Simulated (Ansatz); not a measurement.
# Amorphous InGaZnO4 from 5.07 to 6.61 g/cm³: PBE, r2SCAN and HSE06 gaps, pressure, energy and Ga coordination

Whether the density of a sputtered InGaZnO4 film must be held tightly to keep the gap of a transistor channel constant is a decision about process control. The gap bears on transparency and on the leakage current of display transistors. **Problem:** from eight quenched cells of 84 atoms, find how the gap at three levels of theory, the pressure, the energy and the Ga coordination change with density, and estimate the PBE gap at 5.723 g/cm³ on the Γ point. Each gap is the distance from the highest filled to the lowest empty level of the whole cell. Pressure and energy are PBE values; pressure is positive under compression, and energy is counted per atom from the lowest cell of the series.

## Set-up

8 cells of 84 atoms. First member: 84 atoms (12 In, 12 Ga, 12 Zn, 48 O) packed at random and pushed apart as soft spheres at 5.07 g/cm³; MD (Langevin at fixed volume unless said) with the MACE-MP-0b2 small potential (Batatia et al., arXiv:2401.00096), steps of 2 fs: 0.7 ps at 2600 K, 2600 to 1560 K in 0.7 ps, 1560 to 300 K in 2 ps; then atoms relaxed. Last member: 84 atoms (12 In, 12 Ga, 12 Zn, 48 O) packed at random and pushed apart as soft spheres at 6.61 g/cm³; MD (Langevin at fixed volume unless said) with the MACE-MP-0b2 small potential (Batatia et al., arXiv:2401.00096), steps of 2 fs: 0.7 ps at 2600 K, 2600 to 1560 K in 0.7 ps, 1560 to 300 K in 2 ps; then atoms relaxed. The atoms were relaxed in DFT in the fixed cell, then solved again. Ansatz 0.2.0: Kohn-Sham DFT with PBE, PAW potentials, plane waves to 420 eV, k-points Γ alone, Fermi-Dirac smearing of 0.025 eV, no spin polarisation, no spin-orbit coupling. Over all runs behind the table, plane-wave cutoffs span 420 to 500 eV and k-meshes are 2×2×2 and Γ alone. The same in all rows: r.m.s. force component left after the relaxation: 0.01 eV/Å; atoms in the cell: 84.0000.

- gap on the denser mesh (eV): PBE gap on a denser k-mesh.
- gap, PBE (eV): PBE Kohn-Sham gap of the whole cell, on the k-mesh of the relaxation.
- gap, r2SCAN (eV): gap with r2SCAN at the same geometry and mesh.
- gap, HSE06 (eV): gap with HSE06 at the same geometry, on a mesh no denser than PBE's.
- pressure (GPa): pressure, a third of the trace of the stress, positive under compression, without a kinetic term.
- energy (meV/atom): free energy per atom less the lowest of the table.
- Ga coordination: mean number of O within 2.4 Å of Ga.

Input lines of one member:

```
kpoints:
  mp_grid: { grid: [1, 1, 1] }
hamiltonian:
  xc: pbe
scf:
  occupations: { method: fermi_dirac, width: 0.025 }
relax:
  f_tol: 0.04
  max_steps: 250
```

Command (options for logging and memory left out): `ansatz run input.yaml --threads 4 --backend cpu`

## Numbers

| member | density (g/cm³) | gap on the denser mesh (eV) | gap, PBE (eV) | gap, r2SCAN (eV) | gap, HSE06 (eV) | pressure (GPa) | energy (meV/atom) | Ga coordination |
| --- | --- | --- | --- | --- | --- | --- | --- | --- |
| ZnInGaO4 (5.074) | 5.074 | 0.613 | 0.595 | 1.028 | 2.130 | −3.414 | 30.286 | 4.167 |
| ZnInGaO4 (5.31) | 5.310 | 0.620 | 0.596 | 1.062 | 2.197 | 0.695 | 17.747 | 4.167 |
| ZnInGaO4 (5.546) | 5.546 | 0.668 | 0.659 | 1.093 | 2.233 | 0.872 | 38.348 | 4.167 |
| ZnInGaO4 (5.723) | 5.723 | 0.590 | ? | ? | ? | ? | ? | ? |
| ZnInGaO4 (5.9) | 5.900 | 0.734 | 0.731 | 1.181 | 2.260 | 1.056 | 17.247 | 4.750 |
| ZnInGaO4 (6.077) | 6.077 | 0.453 | 0.442 | 0.884 | 1.946 | 1.887 | 18.504 | 4.667 |
| ZnInGaO4 (6.313) | 6.313 | 0.480 | 0.488 | 0.935 | 2.024 | 5.466 | 47.596 | 4.583 |
| ZnInGaO4 (6.608) | 6.608 | 0.713 | 0.778 | 1.249 | 2.344 | 8.369 | 35.413 | 5.083 |

Cells marked ? are withheld until the estimate has been made.

## The trend and its physics

**Solution, first part.** The pressure rises at every step, on average by (8.369 + 3.414) / (6.608 − 5.074) = 7.68 GPa per g/cm³. The rise is uneven: between 5.310 and 5.900 g/cm³ it is only (1.056 − 0.695) / 0.590 = 0.61 GPa per g/cm³. A loose network can take up volume in voids and by rearranging its bonds, which may explain the flat stretch.

Ga gains neighbours on the whole, though not at every step. With 12 Ga atoms per cell, the count of Ga–O contacts goes from 12 × 4.167 = 50 in the loosest cell to 12 × 5.083 = 61 in the densest. Packing turns some four-fold sites into five- and six-fold ones.

The energy follows no smooth curve. None of the seven complete rows stands at zero, so the zero belongs to the cell at 5.723 g/cm³, at least 17 meV/atom below the others. Differences of this kind reflect how well each quench settled as well as its density.

The PBE gap has no usable trend either. It climbs from 0.595 to 0.731 eV over the first four complete rows, falls to 0.442 eV at 6.077 g/cm³, and is largest, 0.778 eV, in the densest cell. Two effects of compression oppose each other: stronger repulsion between cation s and O 2p states widens the gap, while stronger overlap among the cation s states broadens the conduction band and narrows it. Poorly coordinated O atoms can add filled levels above the valence edge, and their number changes from quench to quench.

The scatter belongs to the structures and not to the functional, since PBE, r2SCAN and HSE06 put the seven cells in the same order. HSE06 adds between 1.946 − 0.442 = 1.504 eV and 2.197 − 0.596 = 1.601 eV to the PBE gap, a nearly rigid shift. For process control, these cells give no rule that converts a density into a gap; the atomic arrangement matters at least as much.

## Blind estimate

Plain estimates from the members shown:

- ZnInGaO4 (5.723), straight-line interpolation between ZnInGaO4 (5.546) and ZnInGaO4 (5.9): w = (5.723 − 5.546) / (5.900 − 5.546) = 0.500, so 0.659 + 0.500 × (0.731 − 0.659) = 0.695 eV

**Solution, second part.** The straight line between the neighbours in density gives 0.695 eV, but it assumes a smooth curve. The gap on the denser mesh tests that assumption in the very cell sought: the same interpolation there gives (0.668 + 0.734) / 2 = 0.701 eV, whereas the table has 0.590 eV, lower by 0.701 − 0.590 = 0.111 eV. The better route therefore starts from 0.590 eV and corrects only for the mesh.

The lowest empty state of such an oxide is a spread-out s band with its minimum at Γ, so Γ alone should already catch the band edge. What remains is the small change of the self-consistent density with the mesh, any effect of a different cutoff, and, possibly in some cells, a valence edge away from Γ, which would make the Γ gap the larger of the two.

In order of density, the Γ gap less the denser-mesh gap is −0.018, −0.024, −0.009, −0.003, −0.011, +0.008 and 0.778 − 0.713 = 0.065 eV. The median, −0.009 eV, is preferred to the mean because the densest cell alone would dominate the latter. This gives 0.590 − 0.009 = 0.581 eV.

Applied to the seven complete rows, the same correction misses by at most 0.024 − 0.009 = 0.015 eV in five, by 0.008 + 0.009 = 0.017 eV in one and by 0.065 + 0.009 = 0.074 eV in the densest cell. Five in seven is close to the share that one standard deviation should cover; rounding 0.015 up to 0.02 eV makes some allowance for the long tail.

**Committed estimate, ZnInGaO4 (5.723): gap, PBE = 0.58 ± 0.02 eV.**

## Outcome

| member | density (g/cm³) | gap on the denser mesh (eV) | gap, PBE (eV) | gap, r2SCAN (eV) | gap, HSE06 (eV) | pressure (GPa) | energy (meV/atom) | Ga coordination |
| --- | --- | --- | --- | --- | --- | --- | --- | --- |
| ZnInGaO4 (5.723) | 5.723 | 0.590 | 0.581 | 1.028 | 2.125 | 0.736 | 0.000 | 4.417 |

| member | estimate | gap, PBE (eV) | computed | estimate − computed | miss in error bars |
| --- | --- | --- | --- | --- | --- |
| ZnInGaO4 (5.723) | committed | 0.580 | 0.581 | −0.001 | 0.1 |
| ZnInGaO4 (5.723) | interpolation | 0.695 | 0.581 | +0.114 |  |

The estimate of 0.58 eV lies 0.001 eV below the computed 0.581 eV, well inside its error bar of 0.02 eV. Interpolation in density is 0.114 eV too high. The mesh correction carried over: the Γ gap is 0.581 − 0.590 = −0.009 eV from the denser-mesh gap, equal to the median of the other cells. Agreement this close is better than the method can promise, since the same correction misses by about 0.07 eV in the densest cell.

The low gap belongs to this cell's structure, because r2SCAN (1.028 eV) and HSE06 (2.125 eV) also put it below both neighbours in density. The table does not show whether a raised O 2p level or a lowered conduction edge is responsible.

Two statements made ahead of the outcome fail. The pressure does not rise at every step: it falls from 0.872 to 0.736 GPa between 5.546 and 5.723 g/cm³. Nor can a different cutoff contribute to the mesh correction, as the second part of the solution allowed, because both PBE gaps were computed with plane waves to 420 eV. The 500 eV named in the set-up belongs to the r2SCAN runs, so their gaps differ from the PBE ones in cutoff as well as in functional.

## Members off the line

The PBE gaps average (0.595 + 0.596 + 0.659 + 0.581 + 0.731 + 0.442 + 0.488 + 0.778) / 8 = 0.609 eV with a standard deviation of 0.11 eV. Farthest from that mean are the cells at 6.608 g/cm³, above it by 0.778 − 0.609 = 0.169 eV, and at 6.077 g/cm³, below it by 0.609 − 0.442 = 0.167 eV. A poorly coordinated O atom, whose filled level sits above the valence edge, would lower the gap and may do so in the cell at 6.077 g/cm³. In the densest cell, part of the excess comes from using Γ alone: the denser mesh lowers its gap by 0.065 eV, to 0.713 eV, and the widest gap is then the 0.734 eV of the cell at 5.900 g/cm³. For what remains, fewer such levels are a possible reason, and stronger cation–oxygen repulsion under compression would act in the same direction. Compression alone is not enough, since the cell at 6.313 g/cm³ has a gap of only 0.488 eV at 5.466 GPa.

In energy, the cell at 5.546 g/cm³ stands out. It lies 38.348 meV/atom above its denser neighbour, or 84 × 38.348 / 1000 = 3.22 eV per cell. At pressures near 0.8 GPa, the work of compression between the two densities, pressure times a loss of about 0.4 Å³ per atom, is roughly 2 meV/atom and would make the denser cell the higher one. A less well settled network is the likelier reason. The same may hold for the cell at 6.313 g/cm³, which has the highest energy of all and lies above even the densest cell, although its pressure is lower.

## Rules of thumb and their limits

Between 5.07 and 6.61 g/cm³, density alone does not fix the gap of a single small quenched cell. For another such cell, the mean PBE gap with its scatter, 0.61 ± 0.11 eV, is a fair first estimate.

The step between functionals is far steadier. Adding the middle of the range found above, (1.504 + 1.601) / 2 = 1.55 eV, to the PBE gap reproduces the HSE06 gaps with a typical miss of 0.03 eV, against a scatter of 0.13 eV about their own mean. For the cell at 5.723 g/cm³ this gives 0.581 + 1.55 = 2.13 eV, where HSE06 has 2.125 eV. A PBE run can therefore separate clearly wide gaps from clearly narrow ones, but it cannot rank cells that lie close together. The step to HSE06 varies by 1.601 − 1.504 = 0.097 eV from cell to cell, so PBE gaps less than about 0.1 eV apart leave the HSE06 order open. The cells at 5.074 and 5.310 g/cm³, for example, differ by 0.596 − 0.595 = 0.001 eV in PBE and by 2.197 − 2.130 = 0.067 eV in HSE06. The mesh can also change the order: on Γ alone the densest cell has a wider PBE gap than the cell at 5.900 g/cm³, on the denser mesh a narrower one. The r2SCAN and HSE06 gaps do not test this, since they too were computed on Γ alone.

The exact exchange missing from PBE raises the gap by much more than the whole PBE spread of 0.778 − 0.442 = 0.336 eV. HSE06 is no exact reference either: in its usual form it tends to put the gaps of zinc-based oxides well below the measured ones. The HSE06 values here, 1.946 to 2.344 eV, should therefore not be read as optical gaps, and neither the transparency nor the leakage current of a film can be judged from them. The runs serve to compare cells with one another, not to predict the measured gap.

[On method and selection: Spin-orbit coupling is left out, which matters for levels of the heavy elements here. Runs that did not converge, have known faults or may not be shown are not listed, and runs on Ansatz's PAW sets soft_1 and soft_2 are kept to separate tables.]

[Logs are printed without paths, hosts, clocks, repeated set-up lines and the standing remarks that a program may print on its own settings, such as how far it seeks lower states.]
